**RuRh under shear of c along a: elastic constant, softening and normal stress**

The table holds the energy change, c/a and stress components of a two-atom RuRh cell (P-6m2) sheared by 0 to 9 % at fixed cell height, from plane-wave PAW calculations in Ansatz with PBEsol, scalar-relativistic and without spin polarisation. The program fits the shear stress as Cγ + Bγ³, integrates it for comparison with the energy, and tests a sinusoidal sliding law, the isotropic normal-stress rule and a model of three interlayer bonds with harmonic or Morse form. The power-series fits give C44 between 117.5 and 118.8 GPa, and energy and integrated stress agree to 0.13 meV/atom. Stress zz rises as about 4.4 times shear stress times strain, which harmonic springs and the isotropic rule miss and a fitted Morse bond follows. The Morse model gets the small in-plane stresses xx and yy wrong in sign and size.

RuRh (P-6m2, 2 atoms per cell, a = 2.689 Å, c = 4.282 Å), with c sheared along a at fixed height and only the atoms relaxed; stress is positive in compression. Ansatz 0.2.0, plane waves, PBEsol on PBE PAW datasets, scalar-relativistic, no spin polarisation, cutoff 420 eV, k mesh 18×18×10, Gaussian smearing of 0.1 eV, energies extrapolated to zero smearing.

## Program and output

```python
# Table: RuRh (P-6m2) under simple shear of c along a; energy, c/a, stress (compression positive); Ansatz PAW, PBEsol, no spin.
# Tested: even series in strain, energy vs stress, Frenkel sine, isotropic normal-stress rule, interlayer bond model.
T = {
    'strain_series': [0.0, 1.5, 3.0, 4.5, 6.0, 9.0],  # %
    'energy_change_curve': [0.0, 1.1, 4.5, 10.0, 17.5, 38.5],  # meV/atom
    'c_over_a_curve': [1.5926, 1.5927, 1.5933, 1.5942, 1.5954, 1.599],
    'stress_xx_curve': [0.01, 0.03, 0.02, 0.04, 0.07, 0.13],  # GPa
    'stress_yy_curve': [0.01, -0.01, -0.01, -0.03, -0.06, -0.11],  # GPa
    'stress_zz_curve': [0.03, 0.15, 0.5, 1.06, 1.83, 3.92],  # GPa
    'stress_xz_curve': [0.0, -1.78, -3.51, -5.19, -6.82, -9.83],  # GPa
}
import numpy as np
from scipy.constants import e
from scipy.optimize import least_squares, brentq
a, c, V = 2.689, 4.282, 13.40855   # Angstrom, Angstrom^3/atom, from the same runs
TS = np.array([9.6982, 9.7613, 9.8748, 9.9322, 9.9471, 9.8594])   # meV/cell, same runs
F15 = 0.0078   # eV/A residual force of the 1.5 % row, same runs
G = e*1e21; mV = V/G*1e3   # GPa per eV/A^3; meV/atom per GPa
A = lambda k: np.array(T[k], float)
g0 = A('strain_series')/100; g = g0[1:]; E = A('energy_change_curve')[1:]; tau = -A('stress_xz_curve')[1:]
px, py, pz = [A('stress_%s_curve' % s)[1:] - A('stress_%s_curve' % s)[0] for s in ('xx', 'yy', 'zz')]
def row(l, v, f='%8.2f'): print('%-34s' % l + ''.join(f % x for x in v))
ca = A('c_over_a_curve'); dca = np.abs(ca - ca[0]*np.sqrt(1 + g0**2)).max()
print('c/a vs c0/a*sqrt(1+strain^2): max deviation %.5f (rounding 0.00005 each)' % dca)
nE, nT, nZ = [np.polyfit(np.log(g), np.log(y), 1)[0] for y in (E, tau, pz)]
print('log-log exponents: energy %.2f, shear stress %.2f, stress zz %.2f' % (nE, nT, nZ))
print('1 GPa x volume = %.2f meV/atom; smearing TS/2 spread %.2f meV/atom' % (mV, np.ptp(TS)/4))
row('strain (%)', 100*g)
row('secant modulus tau/strain (GPa)', tau/g); row('  its rounding (GPa)', 0.005/g)
row('2E/(V strain^2) (GPa)', 2*E/mV/g**2); row('  its rounding (GPa)', 0.1/mV/g**2)
print('secant modulus change 1.5 to 9 %%: %.1f %%' % (100*(tau[-1]/g[-1]*g[0]/tau[0] - 1)))
fit = lambda s: np.linalg.lstsq(np.c_[g, g**3][s], tau[s], rcond=None)[0]
C, B = fit(slice(0, 5)); C2, B2 = fit(slice(1, 5)); C3, B3 = fit(slice(0, 3))
Ce, Be = np.linalg.lstsq(np.c_[g**2/2, g**4/4]*mV, E, rcond=None)[0]
print('tau = C g + B g^3, all rows: C %.1f, B %.0f GPa; energy-only fit: C %.1f, B %.0f GPa' % (C, B, Ce, Be))
print('without 1.5 %% row (least relaxed): C %.1f, B %.0f; miss on it %.3f GPa' % (C2, B2, tau[0]-C2*g[0]-B2*g[0]**3))
print('rows up to 4.5 %% only: C %.1f, B %.0f GPa' % (C3, B3))
row('tau residual (GPa, rounding 0.005)', tau - C*g - B*g**3, '%8.3f')
Ei = mV*(C*g**2/2 + B*g**4/4)
row('E from stress fit (meV/atom)', Ei); row('table - that (rounding 0.05)', E - Ei)
row('table - harmonic term (meV/atom)', E - mV*C*g**2/2)
sn = lambda p: p[0]*p[1]/(2*np.pi)*np.sin(2*np.pi*g/p[1])
for lab, P in (('a/c', a/c), ('2a/c', 2*a/c), ('free', least_squares(lambda p: sn(p)-tau, [118, 0.8]).x[1])):
    r = least_squares(lambda p: sn([p[0], P]) - tau, [118])
    print('Frenkel sine, period %s = %.3f: G %.1f GPa, worst residual %.3f GPa' % (lab, P, r.x[0], np.abs(r.fun).max()))
row('zz rise / strain^2 (GPa)', pz/g**2, '%8.0f'); row('zz rise / (tau strain)', pz/(tau*g))
row('  its rounding', 0.01/(tau*g)); row('zz rise / (E/V)', pz*mV/E)
row('(zz-xx)/(tau strain), isotropic 1', (pz - px)/(tau*g))
h, y0 = c/2, a/(2*3**0.5); d0 = np.sqrt(h*h + a*a/3)
vec = lambda x, u: np.array([[x - a/2, y0 + u, h], [x + a/2, y0 + u, h], [x, u - 2*y0, h]])
def bond(k, al, s, relax=True):
    def f(u):
        r = vec(s*h, u); d = np.linalg.norm(r, axis=1); q = -np.expm1(-al*(d - d0))
        return r, d, k/al*q*(1 - q), (k/(2*al*al)*q*q).sum()
    fy = lambda u: (lambda r, d, w, en: (w*r[:, 1]/d).sum())(*f(u))
    u = brentq(fy, -0.3, 0.3) if relax else 0.0
    r, d, w, en = f(u); p = -np.einsum('n,ni,nj->ij', w/d, r, r)/V*G
    return [-p[0, 2], p[2, 2], p[0, 0], p[1, 1], 1e3*en, u, 2*abs(fy(0.0))]
M = lambda k, al, rl=True: np.array([bond(k, al, s, rl) for s in g]).T
print('interlayer bonds at 9 %%, unshifted: %.2f, %.2f, %.2f %% of %.3f A' % (*(100*(np.linalg.norm(vec(g[-1]*h, 0), axis=1)/d0 - 1)), d0))
kh = least_squares(lambda p: M(p[0], 1e-6)[0] - tau, [4.0]).x[0]
row('harmonic springs: zz (GPa)', M(kh, 1e-6)[1])
k, al = least_squares(lambda p: (M(*p)[:2] - np.array([tau, pz])).ravel(), [4, 2], bounds=([1, 0.5], [9, 4])).x
m, m0 = M(k, al), M(k, al, False)
print('Morse bonds fitted to xz and zz: k %.2f eV/A^2, alpha %.2f 1/A' % (k, al))
row('Morse - table, tau (GPa)', m[0] - tau); row('Morse - table, zz (GPa)', m[1] - pz)
row('Morse - table, E (meV/atom)', m[4] - E); row('Morse secant modulus (GPa)', m[0]/g)
row('table xx rise (GPa)', px); row('Morse xx (GPa)', m[2]); row('table yy rise (GPa)', py); row('Morse yy (GPa)', m[3])
print('Morse at 9 %% without y shift: xx %.2f, yy %.2f GPa, secant %.1f GPa' % (m0[2, -1], m0[3, -1], m0[0, -1]/g[-1]))
print('Morse y force before shift at 1.5 %%: %.4f eV/A; run residual %.4f eV/A' % (m[6, 0], F15))
print('height release at 9 %%, zz^2 V/(2 C33), rough recalled C33 400-600 GPa: %.0f-%.0f meV/atom' % (mV*pz[-1]**2/1200, mV*pz[-1]**2/800))
assert dca < 1.5e-4
assert 1.9 < nE < 2.1 and 1.8 < nZ < 2.1
assert np.all(np.diff(tau/g) < 0) and np.all(np.diff(tau) > 0)
assert np.all(pz > 0) and np.abs(E - Ei).max() < 0.3
```

Output:

```
c/a vs c0/a*sqrt(1+strain^2): max deviation 0.00008 (rounding 0.00005 each)
log-log exponents: energy 1.98, shear stress 0.96, stress zz 1.94
1 GPa x volume = 83.69 meV/atom; smearing TS/2 spread 0.06 meV/atom
strain (%)                            1.50    3.00    4.50    6.00    9.00
secant modulus tau/strain (GPa)     118.67  117.00  115.33  113.67  109.22
  its rounding (GPa)                  0.33    0.17    0.11    0.08    0.06
2E/(V strain^2) (GPa)               116.83  119.49  118.01  116.17  113.59
  its rounding (GPa)                  5.31    1.33    0.59    0.33    0.15
secant modulus change 1.5 to 9 %: -8.0 %
tau = C g + B g^3, all rows: C 117.6, B -1036 GPa; energy-only fit: C 118.8, B -1300 GPa
without 1.5 % row (least relaxed): C 117.5, B -1021; miss on it 0.021 GPa
rows up to 4.5 % only: C 118.6, B -1646 GPa
tau residual (GPa, rounding 0.005)   0.020   0.011  -0.006  -0.011   0.003
E from stress fit (meV/atom)          1.11    4.41    9.87   17.43   38.43
table - that (rounding 0.05)         -0.01    0.09    0.13    0.07    0.07
table - harmonic term (meV/atom)     -0.01    0.07    0.04   -0.21   -1.35
Frenkel sine, period a/c = 0.628: G 122.7 GPa, worst residual 0.217 GPa
Frenkel sine, period 2a/c = 1.256: G 114.4 GPa, worst residual 0.124 GPa
Frenkel sine, period free = 0.852: G 117.6 GPa, worst residual 0.019 GPa
zz rise / strain^2 (GPa)               533     522     509     500     480
zz rise / (tau strain)                4.49    4.46    4.41    4.40    4.40
  its rounding                        0.37    0.09    0.04    0.02    0.01
zz rise / (E/V)                       9.13    8.74    8.62    8.61    8.46
(zz-xx)/(tau strain), isotropic 1     3.75    4.37    4.28    4.25    4.26
interlayer bonds at 9 %, unshifted: -3.50, 3.89, 0.27 % of 2.645 A
harmonic springs: zz (GPa)           -0.02   -0.09   -0.21   -0.37   -0.84
Morse bonds fitted to xz and zz: k 4.22 eV/A^2, alpha 2.01 1/A
Morse - table, tau (GPa)              0.01    0.04    0.06    0.05   -0.07
Morse - table, zz (GPa)              -0.00   -0.01   -0.01   -0.01   -0.00
Morse - table, E (meV/atom)           0.02   -0.03    0.00    0.11    0.09
Morse secant modulus (GPa)          119.13  118.17  116.60  114.42  108.42
table xx rise (GPa)                   0.02    0.01    0.03    0.06    0.12
Morse xx (GPa)                       -0.02   -0.09   -0.21   -0.36   -0.79
table yy rise (GPa)                  -0.02   -0.02   -0.04   -0.07   -0.12
Morse yy (GPa)                        0.03    0.12    0.27    0.48    1.05
Morse at 9 % without y shift: xx -0.08, yy 0.31 GPa, secant 117.6 GPa
Morse y force before shift at 1.5 %: 0.0047 eV/A; run residual 0.0078 eV/A
height release at 9 %, zz^2 V/(2 C33), rough recalled C33 400-600 GPa: 1-2 meV/atom
```
